**Stepwise convergence of an oxygen pseudopotential**

The table holds the errors of the 2s and 2p levels of an oxygen pseudo-atom against the basis cutoff, relative to 400 Ry, for a scalar-relativistic PBE potential of Troullier-Martins type made with ld1.x. The program splits the summed error into its s and p parts and locates the plateaus of the s curve. It then builds pseudo-waves for a simple screened model atom, fitted only to the two levels at 400 Ry, and compares their convergence with the table. The output shows agreement within about 5 % for s and 10 % for p where the table has enough digits, and a clear failure of single power laws. Exchanging the two radii in the model shows that 2p needs the higher cutoff to come within 10 mRy at equal radius, and that the small s radius makes 2s the last to converge. A second form of the model potential shows that the step positions are less sensitive to this choice than the step heights.

Oxygen pseudo-atom from ld1.x 7.5 (PBE, scalar-relativistic), with a semilocal Troullier-Martins potential made for 2s2 2p4 with radii of 0.62 bohr for s (the local channel) and 1.48 bohr for p. Levels are computed in the fixed reference potential with spherical Bessel functions in a 20 bohr box and given relative to their values at 400 Ry.

## Numerical check

```python
# Table: ld1.x 7.5, O Troullier-Martins semilocal PBE scalar-relativistic pseudo-atom; s, p level excess (mRy)
# over 400 Ry vs Bessel cutoff. Tested: sum=4p+2s, plateaus, power law, TM waves of a model atom fitted to levels only.
T = {
    'cutoff': [10, 15, 21, 30, 40, 50, 60, 80, 100, 140, 200, 300],  # Ry
    'sum_of_levels_error': [2677, 2156, 1559, 724.7, 277.3, 96.98, 52.54, 42.12, 39.36, 20.0, 3.74, 2.24],  # mRy
    'lowest_p_level_excess': [580.4, 451.2, 313.7, 127.8, 41.01, 8.2, 1.45, 0.31, 0.13, 0.01, 0.0, 0.0],  # mRy
    'lowest_s_level_excess': [177.7, 175.5, 152.0, 106.8, 56.63, 32.09, 23.37, 20.44, 19.42, 9.98, 1.87, 1.12],  # mRy
}
import numpy as np
from scipy.linalg import eigh_tridiagonal, eigh
from scipy.optimize import least_squares, brentq
from scipy.special import spherical_jn
from numpy.polynomial import Polynomial as P
E, S, p, s = (np.array(T[k], float) for k in ('cutoff', 'sum_of_levels_error', 'lowest_p_level_excess', 'lowest_s_level_excess'))
Z = 8; rc = [0.62, 1.48]; lev = [-1.76083, -0.66375]; R = 20.0  # radii, box (bohr), 400 Ry levels (Ry): outputs of the same run
q = np.sqrt(E); qm = (q[1:] + q[:-1])/2; gs = -np.diff(s)/np.diff(q); gp = -np.diff(p)/np.diff(q)
w = np.linalg.lstsq(np.c_[p, s], S, rcond=None)[0]; res = S - 4*p - 2*s
print("weights p,s %.3f %.3f; max|sum-4p-2s| %.2f mRy (rounding up to 0.8; small entries 0.005)" % (*w, abs(res).max()))
print("Ec/Ry q/bohr^-1 4p 2s /mRy, s share %, drop to next row s,p mRy; -d/dq s,p mRy bohr")
for i in range(len(E)):
    x = "%7.2f %7.2f %6.2f %6.2f" % (s[i]-s[i+1], p[i]-p[i+1], gs[i], gp[i]) if i < len(E)-1 else ""
    print("%4.0f %5.2f %7.2f %6.2f %5.1f %s" % (E[i], q[i], 4*p[i], 2*s[i], 200*s[i]/S[i], x))
pl = [0] + [i for i in range(1, len(gs)-1) if gs[i] < min(gs[i-1], gs[i+1])] + [len(gs)-1]
print("s plateau mid q", qm[pl].round(2), "spacing", np.diff(qm[pl]).round(2), "pi/rc s,p %.2f %.2f" % (np.pi/rc[0], np.pi/rc[1]))
for nm, y, c in (('s', s, rc[0]), ('p', p, rc[1])):
    m = y > 0.05; k = np.polyfit(np.log(E[m]), np.log(y[m]), 1); f = np.exp(np.polyval(k, np.log(E[m])))/y[m]  # p at rounding left out
    q10 = np.interp(-np.log(10), -np.log(y[m]), q[m])
    print("%s power law E^%.2f (TM asymptote -4.5), fit/table %.2f..%.2f; 10 mRy at %.0f Ry, q*rc %.1f" % (nm, k[0], f.min(), f.max(), q10**2, q10*c))
h = 0.002; r = h*np.arange(1, 10000); n = np.arange(1, 192)*np.pi; x1 = n + 1.5
for _ in range(30): x1 = n + np.arctan(x1)
Q = [n/R, x1/R]; B = [r*spherical_jn(l, np.outer(Q[l], r)) for l in (0, 1)]
B = [b/np.sqrt(h*(b*b).sum(1))[:, None] for b in B]
V = lambda x, a, eta: -2/x*((Z-eta)/(a[0]*np.expm1(x/a[1]) + 1) + eta)
def ae(l, a, eta):
    e, v = eigh_tridiagonal(2/h**2 + V(r, a, eta) + l*(l+1)/r**2, -np.ones(len(r)-1)/h**2, select='i', select_range=(1-l, 1-l))
    return e[0], abs(v[:, 0])/np.sqrt(h)
def curve(l, c, a, eta):
    e, u = ae(l, a, eta); i = round(c/h) - 1; L = l + 1; d = 1e-3; ri = r[:i+1]
    V0, Vp, Vm = (V(c+t, a, eta) for t in (0, d, -d))
    p1 = (u[i+1]-u[i-1])/(2*h*u[i]) - L/c; p2 = V0 - e - 2*L*p1/c - p1**2
    p3 = (Vp-Vm)/(2*d) - 2*L*(p2/c - p1/c**2) - 2*p1*p2
    p4 = (Vp-2*V0+Vm)/d**2 - 2*L*(p3/c - 2*p2/c**2 + 2*p1/c**3) - 2*p2**2 - 2*p1*p3
    t = np.array([np.log(u[i]/c**L), p1, p2, p3, p4])
    D = np.array([[P.basis(k).deriv(m)(c) for k in range(0, 13, 2)] for m in range(5)])
    def poly(x):
        co = np.zeros(13); co[2] = x/c**2; co[4] = -co[2]**2/(2*l+5)
        co[[0, 6, 8, 10, 12]] = np.linalg.solve(D[:, [0, 3, 4, 5, 6]], t - D[:, 1]*co[2] - D[:, 2]*co[4]); return P(co)
    f = lambda x: np.log((ri**(2*L)*np.exp(2*poly(x)(ri))).sum()/(u[:i+1]**2).sum())
    xs = np.linspace(-12.03, 12.03, 241); fs = np.array([f(x) for x in xs]); k = np.where(fs[:-1]*fs[1:] < 0)[0]
    j = k[abs(xs[k]).argmin()] if len(k) else -1; x = brentq(f, xs[j], xs[j+1]) if len(k) else xs[abs(fs).argmin()]
    W = V(r, a, eta); g = poly(x); W[:i+1] = e + g.deriv(2)(ri) + g.deriv()(ri)**2 + 2*L*g.deriv()(ri)/ri
    H = h*(B[l]*W) @ B[l].T + np.diag(Q[l]**2); K = Q[l]**2; m4 = np.searchsorted(K, 400)
    ev = 1e3*np.array([eigh(H[:m, :m], eigvals_only=True, subset_by_index=[0, 0])[0] for m in range(1, len(K)+1)])
    cv = eigh(H, subset_by_index=[0, 0])[1][:, 0]; z = K[:-1][cv[:-1]*cv[1:] < 0]
    print(" l=%d rc=%.2f AE peak %.2f bohr, norm err %.0e, 10 mRy at %.0f Ry, 400->900 Ry %.2f mRy, zeros/Ry" % (l, c, r[u.argmax()], f(x), K[np.argmax(ev-ev[m4-1] < 10)], ev[m4-1]-ev[-1]), z[:5].round(0))
    tail = np.array([1e3*(cv**2*(K-e))[(K > y) & (K <= 400)].sum() for y in E])
    return ev[np.searchsorted(K, E, 'right')-1] - ev[m4-1], tail
M = {}
for eta in (0, 1):
    a = least_squares(lambda a: [ae(l, a, eta)[0]-lev[l] for l in (0, 1)], [1.7, 0.8], bounds=([0.1, 0.2], [20, 5]), diff_step=1e-4)
    print("model eta=%d H %.3f d %.3f bohr, level misfit s,p %.1f %.1f mRy" % (eta, *a.x, *(1e3*a.fun)))
    for l in (0, 1): M[eta, l] = curve(l, rc[l], a.x, eta)
    if eta == 0: print(" swapped radii (model only):"); curve(0, rc[1], a.x, 0); curve(1, rc[0], a.x, 0)
print("Ec | s table, eta0, eta1, first-order tail(eta0), eta0/table | p likewise (mRy)")
for i in range(len(E)):
    print("%4.0f |" % E[i], " | ".join("%6.2f %6.2f %6.2f %7.2f %s" % (y[i], M[0, l][0][i], M[1, l][0][i], M[0, l][1][i],
          "%.2f" % (M[0, l][0][i]/y[i]) if y[i] > 0.05 else "floor") for l, y in ((0, s), (1, p))))
assert abs(res).max() < 0.8 and abs(w[0]-4) < 0.02 and abs(w[1]-2) < 0.02
assert (gs > 0).all() and (gp >= 0).all()
assert (4*p > 2*s)[E <= 40].all() and (4*p < 2*s)[E >= 50].all()
assert list(E[pl]) == [10, 80, 200] and s[-1] > s[-2] - s[-1]
```

Running it gives:

```
weights p,s 4.000 2.000; max|sum-4p-2s| 0.20 mRy (rounding up to 0.8; small entries 0.005)
Ec/Ry q/bohr^-1 4p 2s /mRy, s share %, drop to next row s,p mRy; -d/dq s,p mRy bohr
  10  3.16 2321.60 355.40  13.3    2.20  129.20   3.10 181.79
  15  3.87 1804.80 351.00  16.3   23.50  137.50  33.12 193.77
  21  4.58 1254.80 304.00  19.5   45.20  185.90  50.52 207.79
  30  5.48  511.20 213.60  29.5   50.17   86.79  59.21 102.43
  40  6.32  164.04 113.26  40.8   24.54   32.81  32.87  43.95
  50  7.07   32.80  64.18  66.2    8.72    6.75  12.92  10.00
  60  7.75    5.80  46.74  89.0    2.93    1.14   2.45   0.95
  80  8.94    1.24  40.88  97.1    1.02    0.18   0.97   0.17
 100 10.00    0.52  38.84  98.7    9.44    0.12   5.15   0.07
 140 11.83    0.04  19.96  99.8    8.11    0.01   3.51   0.00
 200 14.14    0.00   3.74 100.0    0.75    0.00   0.24  -0.00
 300 17.32    0.00   2.24 100.0 
s plateau mid q [ 3.52  9.47 15.73] spacing [5.95 6.26] pi/rc s,p 5.07 2.12
s power law E^-1.55 (TM asymptote -4.5), fit/table 0.56..2.16; 10 mRy at 140 Ry, q*rc 7.3
p power law E^-3.95 (TM asymptote -4.5), fit/table 0.28..4.65; 10 mRy at 49 Ry, q*rc 10.3
model eta=0 H 3.078 d 1.403 bohr, level misfit s,p 8.0 -8.2 mRy
 l=0 rc=0.62 AE peak 0.88 bohr, norm err -4e-15, 10 mRy at 139 Ry, 400->900 Ry 0.29 mRy, zeros/Ry [ 12.  77. 242. 484. 764.]
 l=1 rc=1.48 AE peak 0.82 bohr, norm err -1e-13, 10 mRy at 49 Ry, 400->900 Ry 0.00 mRy, zeros/Ry [ 73. 230. 307. 382. 473.]
 swapped radii (model only):
 l=0 rc=1.48 AE peak 0.88 bohr, norm err 1e-14, 10 mRy at 12 Ry, 400->900 Ry 0.00 mRy, zeros/Ry [ 15.  48.  98. 150. 209.]
 l=1 rc=0.62 AE peak 0.82 bohr, norm err -2e-15, 10 mRy at 160 Ry, 400->900 Ry 0.14 mRy, zeros/Ry [312. 652. 895.]
model eta=1 H 0.969 d 0.455 bohr, level misfit s,p 22.9 -27.0 mRy
 l=0 rc=0.62 AE peak 0.89 bohr, norm err 7e-16, 10 mRy at 121 Ry, 400->900 Ry 0.20 mRy, zeros/Ry [ 13.  86. 247. 491. 773.]
 l=1 rc=1.48 AE peak 0.88 bohr, norm err -4e-14, 10 mRy at 47 Ry, 400->900 Ry 0.00 mRy, zeros/Ry [ 73. 225. 301. 376. 473.]
Ec | s table, eta0, eta1, first-order tail(eta0), eta0/table | p likewise (mRy)
  10 | 177.70 172.33 146.28  180.95 0.97 | 580.40 621.60 350.76 1860.41 1.07
  15 | 175.50 170.18 144.71  177.57 0.97 | 451.20 472.05 287.17 1010.49 1.05
  21 | 152.00 145.68 125.89  156.10 0.96 | 313.70 324.68 211.99  557.20 1.04
  30 | 106.80 101.28  89.72  109.50 0.95 | 127.80 132.34  92.91  179.74 1.04
  40 |  56.63  53.65  47.80   57.19 0.95 |  41.01  42.93  30.69   51.45 1.05
  50 |  32.09  30.96  25.56   32.28 0.96 |   8.20   8.75   6.15    9.58 1.07
  60 |  23.37  23.13  16.65   23.72 0.99 |   1.45   1.57   1.07    1.64 1.09
  80 |  20.44  20.67  12.60   21.00 1.01 |   0.31   0.32   0.23    0.36 1.03
 100 |  19.42  19.51  12.28   19.87 1.00 |   0.13   0.14   0.10    0.15 1.09
 140 |   9.98   9.89   7.01   10.09 0.99 |   0.01   0.01   0.01    0.01 floor
 200 |   1.87   1.88   1.30    1.90 1.00 |   0.00   0.00   0.00    0.00 floor
 300 |   1.12   1.13   0.73    1.14 1.01 |   0.00   0.00   0.00    0.00 floor
```
